Alumina in its corundum form insulates because a wide gap separates its filled levels from its empty ones. The table gives level energies in eV at seven points of reciprocal space, with zero at the highest filled level of point 1, the zone centre. "Level under 1" is the highest filled level at each point and "level over 1" the lowest empty one; higher numbers lead away from the gap.

Kohn–Sham levels of corundum Al2O3 (R-3c, 10-atom cell, fixed geometry) at points of a 7×7×7 k mesh, computed with Quantum ESPRESSO 7.5 using PBE without spin polarisation or spin–orbit coupling, SSSP 1.3 efficiency PAW datasets, a plane-wave cutoff of 748.313 eV and Fermi–Dirac smearing of 0.05 eV. Energies are counted from the valence top.

```csv
point a (reciprocal cell vector),point b (reciprocal cell vector),point c (reciprocal cell vector),level point (row),level under 4 (eV),level under 3 (eV),level under 2 (eV),level under 1 (eV),level over 1 (eV),level over 2 (eV)
0.0000,0.0000,0.0000,1,-0.504,-0.045,-0.045,0.000,6.211,9.145
0.0000,0.1429,0.1429,2,-0.658,-0.428,-0.114,-0.042,6.801,9.539
0.0000,0.2857,-0.2857,3,-0.960,-0.664,-0.376,-0.229,9.105,9.419
0.1429,0.1429,0.2857,4,-0.599,-0.587,-0.153,-0.148,7.203,9.562
0.1429,0.1429,-0.2857,5,-1.078,-0.609,-0.306,-0.249,8.830,9.302
0.1429,0.1429,-0.1429,6,-0.872,-0.502,-0.159,-0.131,7.684,9.758
0.4286,0.4286,0.4286,7,-0.456,-0.456,-0.305,-0.305,8.306,8.939
```

**(a) Where is the gap smallest, and which of its two edges makes it wider elsewhere?**

*Solution.* The gap is smallest at the zone centre, where it is 6.211 eV. Away from there the lowest empty level climbs by up to 2.894 eV, while the highest filled level sinks by at most 0.305 eV. At each of the other six points the empty level accounts for roughly nine tenths of the widening. The two edges therefore behave very differently, and the next three parts ask why.

**(b) How fast would the energy of a free electron grow between points 1 and 2, and how does the lowest empty level compare?**

*Solution.* The coordinates $k_a, k_b, k_c$ in the table refer to oblique axes, so the distance $k$ from the centre must be worked out first. For a rhombohedral cell of edge $L=5.13$ Å and angle $\theta=55.3^\circ$,

$$k^2=B^2\left[k_a^2+k_b^2+k_c^2+2\gamma\,(k_ak_b+k_bk_c+k_ck_a)\right],$$

$$B=\frac{2\pi\sin\theta}{L\sqrt{1-3\cos^2\theta+2\cos^3\theta}}=1.60\ \text{Å}^{-1},\qquad \gamma=-\frac{\cos\theta}{1+\cos\theta}=-0.363.$$

Point 2 has coordinates $(0,\tfrac17,\tfrac17)$. The bracket is $(2-2\times0.363)/49=0.026$, which gives $k=0.26$ Å$^{-1}$. A free electron then has the energy $\hbar^2k^2/2m\approx0.25$ eV, where $m$ is the electron mass.

The computed level rises by 0.59 eV, more than twice as much. Over this step the electron behaves as if its mass were about $0.4\,m$. The output below repeats the estimate, which has no adjustable constant, for every point. The lowest empty level rises in strict order of distance, and at all six points away from the centre its total rise exceeds that of a free electron.

**(c) Why does the lowest empty level behave like a light, almost free electron?**

*Solution.* Standard chemistry assigns this level to diffuse s-like orbitals of aluminium and oxygen. At the zone centre they have the same phase in every cell, which is their most favourable arrangement. Moving outward turns the phase from cell to cell, and because the orbitals overlap strongly, this costs much energy. Symmetry also keeps many filled p-like states from mixing with this level at the centre. Away from the centre they can mix with it and push it up, which is the usual reason for an electron lighter than a free one.

The simple picture weakens farther out. At point 3, the most distant, the rise is only about a third more than the free-electron value. There the second empty level lies just 0.314 eV above the first, against 2.934 eV at the centre. They come close because the first has climbed; the second is no lower than at the centre. Levels of like symmetry repel each other as they approach, which may hold the lower one back, though the table cannot show this effect separately. Direction matters too: from point 7 to point 5 the free-electron energy grows by only 0.15 eV, yet the computed level goes up by half an eV.

**(d) Why is the filled edge so flat, and does that prove that a hole is heavy?**

*Solution.* The filled edge of such an oxide consists mainly of oxygen 2p orbitals. They are more compact than the s-like orbitals of the empty edge, so a change of phase between neighbours costs less. They also point in different directions, so the same change raises some combinations and lowers others. The six oxygen atoms of the cell supply eighteen p branches, and when one sinks, another can take its place at the top. This can explain why the highest filled level does not follow distance strictly: it is lower at point 7 than at the more distant point 3.

The flatness does not prove that a hole, the carrier left by a missing electron, is heavy. The edge is pieced together from several branches, and a hole at the very top follows only one of them. At point 1 the top level is single. Point 7 lies on the threefold axis through the centre, and there the four highest filled levels form two pairs, which part (e) traces to symmetry. A single branch cannot turn into a pair along this axis. The branch that starts at the top must therefore have sunk below −0.456 eV, while others took its place. Along the axis a hole may be much lighter than the flat edge suggests.

**(e) Some filled levels coincide. Which coincidences does symmetry enforce?**

*Solution.* Exact pairs occur at points 1 and 7, both of which keep the threefold axis of the crystal and the glide planes that contain it. Together these operations turn certain combinations of the oxygen orbitals into one another, so the members of such a pair must share one energy. Point 4 lies off the axis; its two close pairs are split by 0.005 and 0.012 eV, and no symmetry holds them together. Spin–orbit coupling, left out here, would split the exact pairs slightly, since both elements are light.

**(f) What gap would the table suggest if point 1 were struck out?**

*Solution.* The lowest empty level would then be the 6.801 eV of point 2, and the highest filled one its −0.042 eV. The apparent gap would be 6.843 eV, about 10% above the value with the centre included. Almost all of this error comes from the steep empty edge. A mesh can only overestimate the gap of a given calculation, and a light carrier makes a poorly placed mesh costly. The flat filled edge is forgiving: a slightly higher maximum between mesh points would change the gap little.

**(g) Which digits of the gap describe real alumina, and what would gallium change?**

*Solution.* Not even the first digit is safe. The measured gap is roughly 9 eV, a recalled round figure, so the calculation falls short by a few eV. The static lattice is not to blame, because atomic vibrations reduce the real gap. The shortfall is the familiar one of PBE. The cell is also under a pressure of about 8 GPa at this level of theory; letting it expand would lower the gap further. Differences along one edge are more trustworthy than the gap, because much of the functional's error shifts a whole edge together.

With gallium in place of aluminium, the filled edge would still consist mainly of oxygen 2p orbitals and should stay flat. The 4s orbital of gallium lies deeper than the 3s of aluminium, so the empty edge would come down and the gap would shrink. The s-like and p-like states would then be closer in energy and repel each other more strongly away from the centre, making the electron lighter still.

Output of the analysis:

```
Distance from the zone centre and motion of the two edges (ratio is undefined at the centre and printed as 0):
     row  point  distance in 1/angstrom  free-electron energy eV  rise of lowest empty level eV  free-electron energy over rise  fall of highest filled level eV  gap at this point eV
     0.0      1                       0                        0                              0                               0                                0                 6.211
     0.0      2                  0.2579                   0.2534                           0.59                          0.4295                            0.042                 6.843
     0.0      3                   0.754                    2.166                          2.894                          0.7485                            0.229                 9.334
  0.1429      4                  0.3517                   0.4714                          0.992                          0.4752                            0.148                 7.351
  0.1429      5                  0.6531                    1.625                          2.619                          0.6205                            0.249                 9.079
  0.1429      6                  0.4409                   0.7408                          1.473                          0.5029                            0.131                 7.815
  0.4286      7                  0.6217                    1.473                          2.095                           0.703                            0.305                 8.611
Steps between neighbouring levels in eV:
     row  point  filled 1 to 2  filled 2 to 3  filled 3 to 4  empty 1 to 2
     0.0      1          0.045              0          0.459         2.934
     0.0      2          0.072          0.314           0.23         2.738
     0.0      3          0.147          0.288          0.296         0.314
  0.1429      4          0.005          0.434          0.012         2.359
  0.1429      5          0.057          0.303          0.469         0.472
  0.1429      6          0.028          0.343           0.37         2.074
  0.4286      7              0          0.151              0         0.633
Spread of the lowest empty level over the seven points in eV: 2.894
Spread of the highest filled level over the seven points in eV: 0.305
Spread of the lowest empty level over that of the highest filled level: 9.489
Spread of the second empty level in eV: 0.819
Smallest share of the gap widening that comes from the empty level: 0.8702
Largest share of the gap widening that comes from the empty level: 0.9335
Rank correlation of distance with the lowest empty level: 1
Rank correlation of distance with the highest filled level: -0.8214
Rank correlation of distance with the second empty level: -0.1071
Gap from the listed points without the zone centre in eV: 6.843
Error of that gap against the one with the centre in eV: 0.632
Number of neighbouring filled levels equal to the printed digits: 3
```
